Squeezing Co₂Ge: a question on enthalpy, volume and shape

One gigapascal is about ten thousand atmospheres. Acting on one cubic ångström, it amounts to an energy of only 1/160 eV. An atom in a dense metal takes up roughly 11 Å³. Both scales are worth having in mind before reading the table.

Co₂Ge (P6₃/mmc, 6 atoms in the cell), relaxed at each listed target pressure at zero temperature with its symmetry kept. Ansatz 0.2.0, plane-wave PAW, scalar-relativistic PBEsol, no spin polarisation, cutoff 420 eV; at zero pressure, k mesh 12×12×8 and Gaussian smearing 0.1 eV. Changes are relative to the zero-pressure cell: a = 3.947 Å, c = 4.931 Å, 11.09 Å³ per atom.

```
pressure (GPa)  volume change (%)  enthalpy change (eV/atom)  a change (%)  c change (%)
            -3               1.35                     -0.209          0.40          0.53
             0               0.00                      0.000          0.00          0.00
             3              -1.28                      0.206         -0.39         -0.51
             8              -3.18                      0.545         -0.97         -1.27
            15              -5.55                      1.008         -1.71         -2.22
            30              -9.74                      1.966         -3.08         -3.91
            60             -15.95                      3.772         -5.21         -6.46
```

Question

The enthalpy is H = E + PV, where E is the internal energy, P the pressure and V the volume; the changes in the table are counted from the row at zero pressure. The lengths a and c are the cell edges within the hexagonal plane and perpendicular to it.

(a) The enthalpy change is negative at −3 GPa. Is the stretched crystal more stable than the crystal at zero pressure? Explain why the enthalpy climbs almost in a straight line.

(b) Estimate the volume change at 60 GPa from the rows at −3 and 3 GPa alone, assuming that the stiffness stays constant. Compare it with the table and explain the difference.

(c) Why might c shorten more than a, and why might the ratio of the two strains fall at high pressure?

Model answer

(a) The stretched crystal is not more stable. Subtracting PV from the enthalpy leaves an internal energy about 0.001 eV per atom above that at zero pressure. Compression to 3 GPa also raises it by about 0.001 eV. These differences are near the rounding of the table, but the energies of the relaxed cells bear them out, at 0.0014 and 0.0013 eV per atom. The internal energy therefore has its minimum at zero pressure, and the negative enthalpy comes from the negative pressure in PV.

A spring standing upright with a weight on top shows how the two energies differ. E is the energy stored in the spring, and PV is the energy of the weight at its height, with volume in the place of height. A little extra weight adds energy in proportion to the height at which it is placed. The energy stored in the spring grows only with the square of a small load, because both the force and the distance moved start from zero.

For the crystal at zero temperature, the same argument reads

dH = V dP

The slope of the enthalpy is therefore the volume itself, which near zero pressure amounts to about 0.07 eV per atom for each gigapascal. Between 30 and 60 GPa the average slope is 9.65 Å³ per atom, in line with the mean volume of 9.67 Å³ at the two ends. Since the volume shrinks by only about a sixth over the whole compression, the enthalpy curve bends only gently. Even at 60 GPa, the energy stored in the crystal makes up about 7 % of the enthalpy change.

(b) Stiffness against uniform pressure is measured by the bulk modulus B, the pressure increase divided by the fractional loss of volume that it causes:

B = −V dP/dV

If B is constant, integration gives

V/V₀ = exp(−P/B)

where V₀ is the volume at zero pressure. The rows at −3 and 3 GPa give B ≈ 230 GPa. At 60 GPa this leads to

V/V₀ = exp(−60/230) ≈ 0.77

The estimate thus predicts a volume loss of 23 %, whereas the table has 16 %. The row at 60 GPa played no part in setting B. At 8 GPa the same formula gives 1 − exp(−8/230), or 3.4 %, close to the computed 3.2 %. Constant stiffness is therefore a fair guide for the first few gigapascals and a poor one at tens of gigapascals.

The estimate fails because the crystal hardens as it is squeezed. Its bulk modulus rises at every step, from about 220 GPa between −3 and 0 GPa to about 420 GPa between 30 and 60 GPa. Here the crystal departs from a simple spring, whose stiffness is the same at every load.

The cause of the hardening is standard physics of cohesion. Bonding pulls the atoms together, while the kinetic energy of confined electrons and the overlap of filled shells push them apart. At zero pressure the two forces balance. On compression the repulsion steepens faster than the attraction, so each further shortening costs more added force than the last. Each added gigapascal consequently removes less volume.

(c) The cell edges and neighbour distances fit the Ni₂In structure type. In it, cobalt and germanium alternate in flat honeycomb sheets, with further cobalt atoms between the sheets. The shortest contacts, 2.28 Å long, lie within the sheets and depend on a alone. The contacts pointing straight along c are longer, at 2.47 Å. Length alone does not settle the matter. The cell holds six contacts of each kind. The six within the sheets are shared between two directions, while the six along c (cobalt–germanium and cobalt–cobalt) all act on one. These straight contacts make the plane the stiffer direction only if each in-plane contact is more than twice as stiff as one along c.

The slanted contacts between the sheets and the cobalt atoms in between are longer still, at 2.59 Å, but the cell holds 24 of them, and they favour the plane. About 77 % of their squared length lies in the plane and 23 % along c. Divided between the two directions of the plane, the larger part still gives each of them about 39 % on average. Taken together, the slanted contacts therefore oppose shrinkage along a direction in the plane more than shrinkage along c.

The many slanted contacts, helped by short and probably stiff contacts within the sheets, offer a plausible reason why c yields more. The outcome is expected to be a near balance that depends on how stiff each kind of contact is, and the directions of the cobalt d bonds may matter as well. The table establishes the result: c shortens more than a at every positive pressure and lengthens more at −3 GPa. The effect on the shape is modest, since c/a falls only from 1.249 to 1.233 by 60 GPa.

The strain of c is about 1.3 times that of a in each step up to 15 GPa, 1.24 times between 15 and 30 GPa, and 1.21 times in the last step. Only this ratio falls; in percentage points the difference between c and a keeps growing. The ratios at low pressure are rough, because the strains are small against the rounding and the row at 3 GPa ended with 3.076 GPa in the plane but 3.032 GPa along c. The fall at high pressure is larger than these errors are expected to be. A possible reason is that the contacts along c catch up in part. By 60 GPa they have shortened to 2.31 Å and those within the sheets to 2.16 Å, so the gap between them has narrowed from 0.19 to 0.15 Å; equal strain in both directions would have brought it only to about 0.18 Å. The repulsion along c may then have steepened enough to leave less difference between the two directions, but the table does not test this.

Remarks on the reasoning

Part (a) tests whether enthalpy and internal energy are kept apart. Enthalpy decides between two structures at the same pressure. It does not rank one structure at different pressures, because the work term changes from row to row. The agreement between slope and volume follows from thermodynamics, so it confirms that the rows are consistent but reveals no special property of Co₂Ge.

Part (b) contains a small irregularity that the table does not show. The relaxation meant for 3 GPa stopped at 3.06 GPa, so that row is compressed slightly too far. With the intended pressure, the bulk modulus between 0 and 3 GPa comes out as 233 GPa; with the pressure actually reached, it is 238 GPa. The difference belongs to the relaxation and not to the material, and the estimate above uses the reached pressures.

The smooth hardening should also be read with care. Each relaxation kept the symmetry of the starting crystal, so a change to another structure could not appear. Electron spins were kept paired as well. A magnetic state, if it lies lower, could have a different volume and stiffness, and pressure might then suppress its moments. The table therefore describes how this one non-magnetic structure responds. The PAW datasets were made for the PBE functional and not for PBEsol, which may shift the volumes and the stiffness a little.

Part (c) asks for an argument from structure, and full marks require saying how far it reaches. The contact lengths follow from the cell, but the resistance of each contact is inferred from its length and direction. To carry the reasoning to a related hexagonal metal, count the contacts of each kind, share those in the plane between its two directions, and see how the slanted ones lean; the shortest contact alone does not decide. That suggests the stiffer direction, which the computed changes of the cell edges can then confirm or refute.

The output below lists the two parts of the enthalpy, the stiffness of each step and the contact lengths used here.

Numerical output:

```
Enthalpy change split into two parts:
  row  volume in Å³ per atom  pressure times volume in eV per atom  internal energy change in eV per atom
   -3                  11.24                               -0.2105                               0.001458
    0                  11.09                                     0                                      0
    3                  10.95                                 0.205                               0.001003
    8                  10.74                                0.5361                               0.008862
   15                  10.47                                0.9807                                0.02735
   30                  10.01                                 1.874                                0.09171
   60                  9.321                                 3.491                                 0.2813
Steps from the row above:
  row  bulk modulus in GPa  enthalpy slope in Å³ per atom  mean volume in Å³ per atom  strain of c over strain of a
    0                222.4                          11.16                       11.16                         1.324
    3                237.6                             11                       11.02                         1.308
    8                254.5                          10.86                       10.84                         1.313
   15                282.1                           10.6                       10.61                         1.289
   30                330.3                          10.23                       10.24                         1.242
   60                421.1                          9.645                       9.665                          1.21
Internal energy share of the enthalpy change at 8 GPa in %: 1.626
Internal energy share of the enthalpy change at 60 GPa in %: 7.458
Bulk modulus from 0 to 3 GPa if the target pressure is used, in GPa: 232.9
Bulk modulus across zero pressure from the rows at -3 and 3 GPa, in GPa: 229.8
Volume change at 60 GPa if that stiffness stayed constant, in %: -22.98
Computed volume change less this estimate, in percentage points: 7.026
Stiffness of the last step over that of the first: 1.894
Ratio c/a at zero pressure: 1.249
Ratio c/a at 60 GPa: 1.233
In-plane Co-Ge contact at zero pressure in Å: 2.279
In-plane Co-Ge contact at 60 GPa in Å: 2.16
Contact along c at zero pressure in Å: 2.466
Contact along c at 60 GPa in Å: 2.306
Slanted contact at zero pressure in Å: 2.591
Slanted contact at 60 GPa in Å: 2.449
In-plane part of the squared slanted contact at zero pressure in %: 77.36
```
